# Love waves in a copper film on diamond, and in five neighbouring stacks

A copper film on a diamond heat spreader is a slow, heavy layer on a very fast substrate, and such a stack guides shear-horizontal phonons, the waves Love described in 1911 for the Earth's crust. I will derive their dispersion, reduce it to one parameter, and run it through six stacks on diamond and on silicon.

## The boundary-value problem

Let $z$ point downward from the free surface. The film fills $0<z<h$ and has shear modulus $\mu_1$, density $\rho_1$ and shear speed $c_1=\sqrt{\mu_1/\rho_1}$. The substrate fills $z>h$ with $\mu_2,\rho_2,c_2$. Both are isotropic, lossless continua, welded together. The displacement lies in the plane of the surface, normal to the propagation direction $x$: $u_y=\phi(z)\,e^{i(kx-\omega t)}$, with phase velocity $c=\omega/k$. This polarisation decouples from the two sagittal ones, and in each medium

$$\mu\,\phi''=(\mu k^2-\rho\omega^2)\,\phi .$$

The traction on a plane of constant $z$ is $\mu\phi'$. It vanishes at $z=0$, and a guided mode decays with depth, so

$$\phi=A\cos q_1z\ \ (z<h),\qquad \phi=B\,e^{-q_2(z-h)}\ \ (z>h),$$

with $q_1=k\sqrt{c^2/c_1^2-1}$ and $q_2=k\sqrt{1-c^2/c_2^2}$. Continuity of displacement gives $A\cos q_1h=B$, and continuity of traction gives $\mu_1q_1A\sin q_1h=\mu_2q_2B$. Dividing one by the other,

$$\tan\!\Big(kh\sqrt{c^2/c_1^2-1}\Big)=\frac{\mu_2\sqrt{1-c^2/c_2^2}}{\mu_1\sqrt{c^2/c_1^2-1}} .$$

Decay needs $c<c_2$. If also $c<c_1$, then $q_1=ip$ with real $p>0$, and the matching condition becomes $-\mu_1p\tanh ph=\mu_2q_2$, a negative number set equal to a positive one. At $c=c_1$ it reads $0=\mu_2q_2$. So every mode has $c_1<c<c_2$, and for $c_1\ge c_2$ there is none.

## One curve per stiffness ratio

Define

$$V=\omega h\sqrt{\frac1{c_1^2}-\frac1{c_2^2}},\qquad b=\frac{c^{-2}-c_2^{-2}}{c_1^{-2}-c_2^{-2}},\qquad r=\frac{\mu_2}{\mu_1}.$$

Then $q_1h=V\sqrt{1-b}$ and $q_2h=V\sqrt b$. The binding parameter $b$ is 0 at $c=c_2$ and 1 at $c=c_1$. The dispersion relation solves explicitly for the frequency:

$$V=\frac{n\pi+\arctan\!\big(r\sqrt{b/(1-b)}\big)}{\sqrt{1-b}},\qquad n=0,1,2,\dots$$

The numerator rises with $b$ and the denominator falls, so each branch climbs monotonically from $V=n\pi$ at $b=0$ to infinity at $b=1$. Branch $n$ has $n$ nodes in the film and starts at

$$\omega_n=\frac{n\pi}{h\sqrt{1/c_1^2-1/c_2^2}},\qquad f_nh=\frac{n\,c_1}{2\cos\theta_c},\qquad \sin\theta_c=\frac{c_1}{c_2},$$

where $f=\omega/2\pi$ and $\theta_c$ is the critical angle for total reflection at the interface. The fundamental has no cutoff, and the number of modes at a given frequency is $\lfloor V/\pi\rfloor+1$. At cutoff $q_2=0$, the substrate exerts no traction, and the film holds $n$ half-periods of $\cos q_1z$ between two traction-free faces. That is why $r$ is absent from $\omega_n$.

**Question.** *Is the condition simply that the film be softer than the substrate?*

No, slower. Expand the fundamental at small $b$: $V\simeq r\sqrt b$, so $b\simeq V^2/r^2$. Since $c_2^2/c^2=1+b\,(c_2^2/c_1^2-1)$, the long-wave limit is

$$q_2\simeq k^2h\,\Lambda,\qquad 1-\frac{c}{c_2}\simeq\tfrac12(kh\Lambda)^2,\qquad \Lambda=\frac{\rho_1}{\rho_2}-\frac{\mu_1}{\mu_2}.$$

A thin film adds mass, which binds the wave, and stiffness, which unbinds it, and $\Lambda>0$ is the same statement as $c_1<c_2$. Tungsten on silicon is a stiffer film that guides; aluminium on tungsten is a softer film that, with the inputs to come, does not.

## Inputs

A randomly oriented cubic polycrystal has a shear modulus between the Voigt value $G_V=(C_{11}-C_{12}+3C_{44})/5$ and the Reuss value $G_R=5(C_{11}-C_{12})C_{44}/[4C_{44}+3(C_{11}-C_{12})]$, and I take their mean, the Hill estimate. For copper the compiled room-temperature constants listed by Blaschke are 168.3, 121.2 and 75.7 GPa, which give $G_V=54.8$, $G_R=40.1$ and a mean of 47.5 GPa. For diamond the compiled 300 K constants listed by the Ioffe Institute are 1079, 124 and 578 GPa, which give 537.8, 533.1 and a mean of 535.5 GPa. The widths of the two brackets reflect the anisotropy ratio $2C_{44}/(C_{11}-C_{12})$, which is 3.21 for copper and 1.21 for diamond.

All densities and the other moduli are typical values taken as given. Silicon is a (001) wafer with propagation along [100]. There both shear strains of the wave involve $C_{44}$, so the isotropic equation holds as written with $\mu_2=C_{44}$.

| | $\mu$ (GPa) | $\rho$ (g/cm³) | shear speed (km/s) |
|---|---|---|---|
| Cu | 47.5 | 8.96 | 2.30 |
| W | 160 | 19.25 | 2.88 |
| Al | 26 | 2.70 | 3.10 |
| amorphous SiO₂ | 31 | 2.20 | 3.75 |
| Si | 79.6 | 2.329 | 5.85 |
| diamond | 535.5 | 3.515 | 12.34 |

Everything that follows is computed from $\mu$ and $\rho$ and is the model's number. The third figure serves to compare rows; I come to the real spread for copper later.

## Six stacks

Besides the cutoff I list $V_{1/2}=\sqrt2\arctan r$, the reduced frequency at which the fundamental reaches $b=1/2$, and the root $b$ with its phase velocity at $V=1$. The product $f_1h$ is in GHz·µm, which equals km/s.

| film/substrate | $r$ | $c_1/c_2$ | $\cos\theta_c$ | $f_1h$ | $V_{1/2}$ | $b(1)$ | $c(1)/c_2$ | $\Lambda$ |
|---|---|---|---|---|---|---|---|---|
| SiO₂/diamond | 17.3 | 0.304 | 0.953 | 1.97 | 2.14 | 0.0079 | 0.96 | 0.568 |
| Cu/diamond | 11.3 | 0.187 | 0.982 | 1.17 | 2.10 | 0.018 | 0.82 | 2.46 |
| W/diamond | 3.35 | 0.234 | 0.972 | 1.48 | 1.81 | 0.138 | 0.54 | 5.18 |
| SiO₂/Si | 2.57 | 0.642 | 0.767 | 2.45 | 1.70 | 0.193 | 0.89 | 0.555 |
| Cu/Si | 1.68 | 0.394 | 0.919 | 1.25 | 1.46 | 0.303 | 0.61 | 3.25 |
| W/Si | 0.50 | 0.493 | 0.870 | 1.66 | 0.65 | 0.648 | 0.58 | 6.26 |

Aluminium on tungsten has $\Lambda=-0.022$ and diamond on silicon has $\Lambda=-5.22$, so neither carries a Love mode in this model. The first is marginal, since a few per cent in the inputs separates the two speeds. The second is not.

There are three trends, one for each piece of the formula.

**The cutoff follows the film.** It is the half-wave thickness resonance $c_1/2h$ times $1/\cos\theta_c$. That factor exceeds unity by 1.8 per cent for copper on diamond and by 30 per cent for oxide on silicon, where the speeds are closest. Its sensitivity to the substrate is $\partial\ln f_1/\partial\ln c_2=-\tan^2\theta_c$, which is $-0.036$ for the first stack and $-0.70$ for the second. Moving copper from diamond to silicon cuts $c_2$ by a factor 2.11 and raises the cutoff by only 7 per cent.

**The binding follows $r$ alone.** The rows are sorted by $r$, and $V_{1/2}$ falls and $b(1)$ rises down the table without exception. A stiff substrate looks almost rigid to the film. As $r\to\infty$ the arctangent jumps to $\pi/2$ for any finite $b$, so branch $n$ clings to $b\approx0$ from $V=n\pi$ up to $(n+\tfrac12)\pi$ and then follows the clamped film, $q_1h=(n+\tfrac12)\pi$. Hence $V_{1/2}$ saturates at $\pi/\sqrt2=2.22$, which both top rows approach. For large $r$ and $V$ well below $\pi/2$, $b\simeq\tan^2V/r^2$, which gives 0.019 for copper on diamond against the root 0.018. The decay depth $1/q_2=h/(V\sqrt b)$ at $V=1$ is $7.45\,h$ for copper on diamond and $1.24\,h$ for tungsten on silicon.

**The phase velocity needs both ratios.** The column $c(1)/c_2$ is not monotonic, because $b$ is converted to velocity by the factor $c_2^2/c_1^2-1$. That factor is 27.7 for copper on diamond and 1.43 for oxide on silicon, so the copper stack loses more speed with about a tenth of the binding. At long wavelength and fixed $kh$ the ranking is set by $\Lambda$, which in all six rows is dominated by the density ratio: tungsten first, copper next, oxide last, on either substrate.

**Question.** *If the fundamental has no cutoff, why would I miss it in a thin film at low frequency?*

Because it is hardly at the surface. Let me follow it for 1 µm of copper on diamond, with two more quantities. Multiply the wave equation by $\phi$ and integrate over depth. The boundary terms cancel, leaving

$$\omega^2\!\int\!\rho\phi^2dz=k^2\!\int\!\mu\phi^2dz+\int\!\mu\phi'^2dz .$$

This quotient is stationary in $\phi$, so differentiating along the branch touches only $\omega$ and $k$. With $J_1=\int_0^h\cos^2q_1z\,dz=h/2+\sin(2q_1h)/4q_1$ and $J_2=\cos^2(q_1h)/2q_2$, the film's share of the kinetic energy and the group velocity are

$$\eta=\frac{\rho_1J_1}{\rho_1J_1+\rho_2J_2},\qquad U=\frac{d\omega}{dk}=\frac{\eta\,c_1^2+(1-\eta)\,c_2^2}{c}.$$

| $b$ | $f$ (GHz) | $c$ (km/s) | $1/q_2$ (µm) | $\eta$ | $U$ (km/s) |
|---|---|---|---|---|---|
| 0.001 | 0.128 | 12.2 | 92 | 0.057 | 11.8 |
| 0.01 | 0.318 | 10.9 | 11.7 | 0.44 | 8.02 |
| 0.1 | 0.515 | 6.35 | 2.29 | 0.952 | 1.93 |
| 0.25 | 0.611 | 4.38 | 1.22 | 0.990 | 1.54 |
| 0.5 | 0.782 | 3.20 | 0.675 | 0.998 | 1.75 |
| 0.9 | 1.82 | 2.42 | 0.216 | 0.9999 | 2.19 |

In the first row the mode is a grazing bulk wave of diamond with a tail of 92 film thicknesses, and the half-space picture needs a plate several times thicker than that. Toward lower frequency the depth grows as $1/f^2$. Between 0.3 and 0.5 GHz the energy moves into the copper. The last row lies above the first cutoff of 1.17 GHz, so a second branch is present there.

Look at the group velocity. It falls below the shear speed of copper itself, to a minimum of 1.54 km/s close to the fourth row. Once $\eta\approx1$ the formula reads $U\approx c_1^2/c$, and $c$ is still well above $c_1$: the wave zigzags steeply across the film. The minimum sits just above the quarter-wave resonance of a clamped film, $c_1/4h=0.576$ GHz, where a truly rigid substrate would give $U=0$. So the frequency at which the fundamental becomes a film mode is set by the quarter wave, near half of $f_1$, while the true cutoffs come at multiples of $f_1$.

**Question.** *Your copper bracket is wide, and real films are textured. What survives?*

The Reuss and Voigt moduli put $f_1h$ at 1.07 and 1.26 GHz·µm, about 8 per cent either side of 1.17. That outweighs everything diamond can do: its bracket is under one per cent in modulus, and it enters through the factor 0.036.

For a fibre texture the film has a modulus $N$ for the in-plane shear strain and a modulus $L$ for the through-thickness one. Then $L\phi''=(Nk^2-\rho_1\omega^2)\phi$ and the traction is $L\phi'$. Setting $q_1h=\pi$ at $k=\omega/c_2$,

$$f_1h=\tfrac12\sqrt{\frac{L}{\rho_1-N/c_2^2}} .$$

For (111) grains with random in-plane orientation, uniform strain gives $L=(C_{11}-C_{12}+C_{44})/3=40.9$ GPa and $N=(C_{11}-C_{12}+4C_{44})/6=58.3$ GPa. Uniform stress gives $1/L=4/[3(C_{11}-C_{12})]+1/(3C_{44})$, or $L=30.6$ GPa. Keeping that $N$, whose term $N/c_2^2=0.38$ g/cm³ is small beside $\rho_1$, the cutoff lies between 0.94 and 1.09 GHz·µm, below the Hill value for the untextured film. On diamond the cutoff is almost purely a probe of $L/\rho_1$, while the high-frequency limit of every branch is $\sqrt{N/\rho_1}$. All of this averages over grains, which presumes grains smaller than the wavelength along the surface. Where they are not, the anisotropy of copper scatters the wave, a loss this model does not contain.

**Question.** *Copper does not bond well to diamond. What does a weak interface do?*

Model it by a spring of stiffness $K$ per unit area: the traction stays continuous and equals $K$ times the jump in displacement, $\mu_1q_1A\sin q_1h=K(A\cos q_1h-B)$. Eliminating $B$,

$$\cot q_1h=\mu_1q_1\Big(\frac1{\mu_2q_2}+\frac1K\Big).$$

The two compliances add in series. At cutoff $q_2\to0$ the first diverges, so $q_1h=n\pi$ as before, and the cutoffs do not move for any $K>0$. The argument against modes with $c<c_1$ also survives, because for $q_1=ip$ the relation reads $-\coth ph=\mu_1p\,(\dots)$ with a positive bracket. The binding does change. At $b=1/2$, with $x=q_1h=q_2h=V/\sqrt2$ and $\kappa=Kh/\mu_1$, the condition is $\cot x=1/r+x/\kappa$. Take an illustrative $K=10$ GPa/nm. For 1 µm of copper $\kappa=211$ and $V_{1/2}$ slips from 2.10 to 2.09. For 10 nm $\kappa=2.11$ and $V_{1/2}=1.47$, a drop of 30 per cent. The large $r$ is what makes this stack sensitive: $1/r$ is only 0.089, so a modest $x/\kappa$ overtakes it. The same holds for any adhesion or barrier layer much thinner than the wavelength, which adds its own compliance and mass.

**Question.** *How far toward thermal phonons can you push a continuum formula?*

For a 10 nm film $f_1=117$ GHz, which corresponds to $2\pi\hbar f_1/k_B=5.6$ K. Well below that temperature only the fundamental is populated among the Love branches. To size the lattice correction, take a monatomic chain of spacing $d$, whose frequency falls below the linear law by the fraction $(k_1d)^2/24$, with $k_1=\omega/c_1$ the bulk wavenumber in the film. With $d\approx0.21$ nm, the approximate spacing of copper (111) planes, this is $1.9\times10^{-4}$ at the first cutoff. It reaches one per cent at 0.85 THz, by which point the welded film carries 8 branches. The compiled Debye temperature of 343 K listed by Wikipedia corresponds to 7.15 THz, so the continuum treatment covers roughly the lowest 12 per cent of the frequency range, and room-temperature phonons lie mostly outside it.

Inside it, the cutoff formula has a thermal reading. When many branches are open, $q_1\approx n\pi/h$, and at fixed $n$ one has $k\,dk/d\omega=\omega/c_1^2$. The density of guided states per unit area is then the number of branches, $V/\pi=\omega h\cos\theta_c/\pi c_1$, times $\omega/2\pi c_1^2$. Dividing by the bulk value for one polarisation, $h\omega^2/2\pi^2c_1^3$, leaves $\cos\theta_c$, the fraction of the hemisphere outside the critical cone. For copper on diamond the cone has a half-angle of 11°, and in this model 98 per cent of the film's long-wave shear-horizontal states are Love modes, which cannot enter the diamond across a flat, elastic interface. For oxide on silicon the share is 77 per cent. The column $\cos\theta_c$ in the comparison therefore sets both how closely the cutoffs track the film's thickness resonances and how much of this polarisation stays trapped in the film.